**Q:** I have the harmonic vibrations of one small molecule twice, once with silicon and once with germanium at its centre. Which sizes are worth remembering before I look at single rows?

Unscaled harmonic wavenumbers of H*(NH₂)(OH)F with * = Si, Ge, calculated with Ansatz 0.2.0 at the PBE0-D4/def2-TZVP level, at minima optimised at the same level. The modes of each molecule are numbered in rising order and matched by that order alone, so one row may hold different motions.

| mode | * = Si (cm⁻¹) | * = Ge (cm⁻¹) | Ge over Si |
| --- | --- | --- | --- |
| 1 | 191.9 | 154.8 | 0.81 |
| 2 | 257.3 | 199.5 | 0.78 |
| 3 | 297.5 | 214.6 | 0.72 |
| 4 | 359.3 | 265.3 | 0.74 |
| 5 | 386.6 | 288.2 | 0.75 |
| 6 | 406.1 | 468.7 | 1.15 |
| 7 | 763.1 | 675.5 | 0.89 |
| 8 | 792.8 | 689.6 | 0.87 |
| 9 | 824.5 | 728.3 | 0.88 |
| 10 | 850.4 | 746.3 | 0.88 |
| 11 | 912.1 | 765.6 | 0.84 |
| 12 | 938.4 | 901.1 | 0.96 |
| 13 | 992.2 | 933.6 | 0.94 |
| 14 | 1578.9 | 1572.7 | 1.00 |
| 15 | 2286.1 | 2207.0 | 0.97 |
| 16 | 3616.7 | 3584.8 | 0.99 |
| 17 | 3712.0 | 3686.3 | 0.99 |
| 18 | 3909.5 | 3895.7 | 1.00 |

**A:** The star stands for the central atom, which holds a hydrogen, an NH₂ group, an OH group and a fluorine. Bending and twisting of this frame costs a few hundred cm⁻¹. Stretching the bonds from the centre to N, O and F comes somewhat below a thousand, together with several bends of hydrogen atoms. A hydrogen stretching against the centre lies a little above 2000 cm⁻¹, and one stretching against N or O well above 3000.

Going from Si to Ge lowers a typical mode by about a tenth. That average hides a wide spread: some modes lose a quarter, some hardly move, and one rises. I name the motions by the ranges in which such groups usually vibrate, since the table itself orders the modes only by size.

**Q:** Germanium is more than twice as heavy as silicon. Isn't that the whole explanation?

**A:** It is one of two possible causes. A vibration slows down if the moving atoms are heavier, and also if the forces that pull them back are weaker. The exchange of Si for Ge changes both at once. To separate them, imagine an intermediate molecule: the silicon compound with its shape and forces untouched, but with the mass of germanium at the centre.

**Q:** How can I find the vibrations of that imaginary molecule if I don't even know which atoms move in which mode?

**A:** You don't need them one by one, because their product is enough. Up to a constant factor, the squares of the wavenumbers are the eigenvalues of a matrix of force constants divided by masses. The product of eigenvalues is a determinant, and a determinant splits cleanly into a factor from the forces and a factor from the masses. If the forces and the shape stay as they are, only the mass factor changes.

Each atom can move in three directions, so its mass m enters the product of the wavenumbers as m^(−3/2). This count still includes the translations and rotations of the whole molecule, which aren't vibrations. Taking them out brings in the total mass M and the product J of the three principal moments of inertia. The result is the Teller–Redlich product rule:

product of the ratios Ge over Si = (m_Si/m_Ge)^(3/2) × (M_Ge/M_Si)^(3/2) × (J_Ge/J_Si)^(1/2)

**Q:** Can we put in the numbers?

**A:** Start with the central atom. Its mass goes from 28.1 to 72.6 atomic mass units, and the ratio of the two, raised to the power 3/2, is 0.24. If the centre moved alone against a fixed frame, the product would fall that far.

But the frame isn't fixed. The other atoms together weigh 53.0, so the whole molecule goes from 81.1 to 125.6, and the second factor is 1.93. It gives back much of the first, because a heavy centre lets the light atoms do more of the moving.

The moments of inertia follow from the computed coordinates of the silicon molecule and contribute a factor of 1.05. Altogether, 0.24 × 1.93 × 1.05 = 0.49. The heavier atom by itself would therefore halve the product of the 18 wavenumbers.

**Q:** And what does the full calculation give?

**A:** A product of 0.12, about an eighth. An eighth is three halvings, and the mass accounts for one of them. The other two come from changed forces and changed shape. Spread evenly over the modes, mass alone would lower each by about 4 %, while the computed fall is 11 %.

The estimate uses only masses and coordinates, with no adjustable constant. It isn't meant to reproduce the table. It says how much of the table mass can explain, and the answer is about a third on a logarithmic scale.

**Q:** Could I have seen this from a single row? Mode 3 drops to 0.72 of its value, which looks like more than a mass effect.

**A:** It looks so, but that row alone doesn't decide it. A mode in which only the centre moved would fall by the square root of the mass ratio, to 0.62. No row falls that low, so by this limit each falling mode, taken alone, could still be blamed on mass. It is the sum of the falls that is too large.

You can sharpen this by looking at groups. At fixed forces and shape, a heavier atom can't raise any wavenumber in the ordered list, because each pattern of motion then carries at least as much kinetic energy as before, for the same restoring energy. So no group of modes could fall by more than the whole mass effect, a product of 0.49. Yet modes 1 to 6 multiply to 0.29, and modes 7 to 13 to 0.45.

The second group passes the limit only narrowly. But it would have to claim the entire mass effect for itself to get that close, and bending the frame surely moves the central atom too. Weaker restoring forces or a changed shape are therefore at work in both groups.

**Q:** Why should the forces be weaker around germanium?

**A:** Its valence orbitals reach further out and overlap less well with those of the neighbours, so the bonds are longer and softer. This is the standard picture down a group, and the computed shapes agree with it: the bond to hydrogen grows from 1.47 to 1.53 Å, and those to N, O and F grow by 0.10 to 0.15 Å. Bends suffer in a second way. On a longer arm, an atom must travel further to change the angle by the same amount, so a given stiffness of the angle yields a slower vibration.

**Q:** Is there a mode in which I can watch the softening without all the mixing?

**A:** Mode 15 is the best one. It is the stretch of the hydrogen on the centre, and it lies far from all its neighbours. Hydrogen is so light that it does nearly all the moving, whichever atom holds it. Treated as a diatomic molecule, this bond would keep 0.989 of its wavenumber if only the mass changed, whereas the computed ratio is 0.965.

Wavenumbers go as the square root of the force constant, so the bond must have become softer by about 5 %. The calculation treats germanium without relativity, and the NH₂ and OH groups are turned differently in the two molecules. Either can shift this stretch a little, so I'd read the result as a few per cent. Here the softer bond, not the heavier atom, makes up most of a small shift.

**Q:** Then I have an objection. The same diatomic estimate gives a mass ratio of 0.87 for a stretch against fluorine and 0.89 for one against nitrogen. Modes 7 to 10 fall by just that much. Doesn't this make them pure mass effects?

**A:** The agreement is tempting, but there are four such modes and only three stretches against N, O and F. So they can't all be pure stretches of this kind. The diatomic picture also assumes that each bond vibrates on its own, and bonds that share a central atom don't.

Carbon dioxide shows the point in its simplest form. When both oxygens move outwards together, the carbon stays at rest, and its mass doesn't matter at all. When one bond shortens as the other lengthens, the carbon swings between the oxygens, and its mass matters more than in a single C–O bond. The mass of a centre counts only as far as the centre moves.

In our molecule the three heavy neighbours can likewise pull together or against each other. No symmetry holds the Si or Ge atom exactly at rest, and exchanging the two also changes the forces, which a heavier carbon in CO₂ would not. A match with the diatomic numbers therefore doesn't show that mass alone is at work.

**Q:** That would also explain why modes 14 and 16 to 18 hardly change.

**A:** Yes. These are the scissoring of the NH₂ group and the stretches of N–H and O–H. Hydrogen moves against nitrogen or oxygen, the central atom looks on, and what is strained is mainly a bond or an angle within the NH₂ or OH group, not a bond to the centre. All four modes keep at least 99 % of their wavenumber.

**Q:** Modes 12 and 13 lie among the modes that fall strongly, yet they lose only about 5 %. Are they onlookers too?

**A:** Probably. In the germanium molecule a gap of about 135 cm⁻¹ has opened between modes 11 and 12, where the silicon molecule has one of only 26 cm⁻¹. My guess is that the two modes above the gap are the bend of the OH hydrogen and the rocking of the NH₂ group, in which light atoms again do most of the moving. The five modes below it would then be the three heavy stretches and the two bends of the hydrogen on the centre, which sink together. I haven't checked this against the patterns of motion, and in the silicon molecule, which shows no such gap, the same rows may hold other motions.

**Q:** That leaves mode 6, which rises from 406 to 469 cm⁻¹. Nothing you have said so far makes a vibration faster.

**A:** No, and the rule about ordered wavenumbers makes the case strict: a heavier atom can't lift this row. The forces or the shape must have changed in a way that speeds up at least one motion. The shapes do differ, because the two calculations found different conformers, with the OH and NH₂ groups turned differently.

Look at the nitrogen. Its three bond angles would add up to 360° if it were flat. In the silicon molecule they come close to that, while in the germanium one their sum is clearly smaller. A pyramidal nitrogen sits in one of two wells, one on either side of the plane. As it flattens, the wells merge and their bottoms become shallow, so the wagging of the NH₂ group through the plane becomes soft.

The likely story is therefore that the wag is soft in the silicon molecule and lies somewhere among the six lowest modes. In the more pyramidal germanium molecule it is stiffer and ends up on top of them. This is an inference from the shapes, and the patterns of motion would have to confirm it. It would not mean that the Ge–N bond is stronger.

**Q:** Does the change of conformer spoil the main result?

**A:** It limits what you may call the remaining two halvings. They contain the softer bonds of germanium, but also the different turning of the groups, which matters most for the twists and wags among modes 1 to 6. The one halving by mass stands regardless, since it was worked out for one fixed shape. Its share of the whole fall, about a third here, would change somewhat with another pair of conformers.

**Q:** So for another exchange of the central atom, I should first ask how far the centre moves in a mode, and then whether the mode strains a bond or an angle at the centre.

**A:** In that order, and with the shapes at hand. If the answer is "hardly" and "no", the mode should stay about where it was, unless it is a twist or a wag that depends on the conformer. If the centre hardly moves but its bond is strained, as in mode 15, the shift mainly reports the stiffness of that bond. Where the centre moves and its bonds or angles are strained as well, a heavier atom with softer bonds pulls the wavenumber down in both ways, and that is where I'd expect large falls.
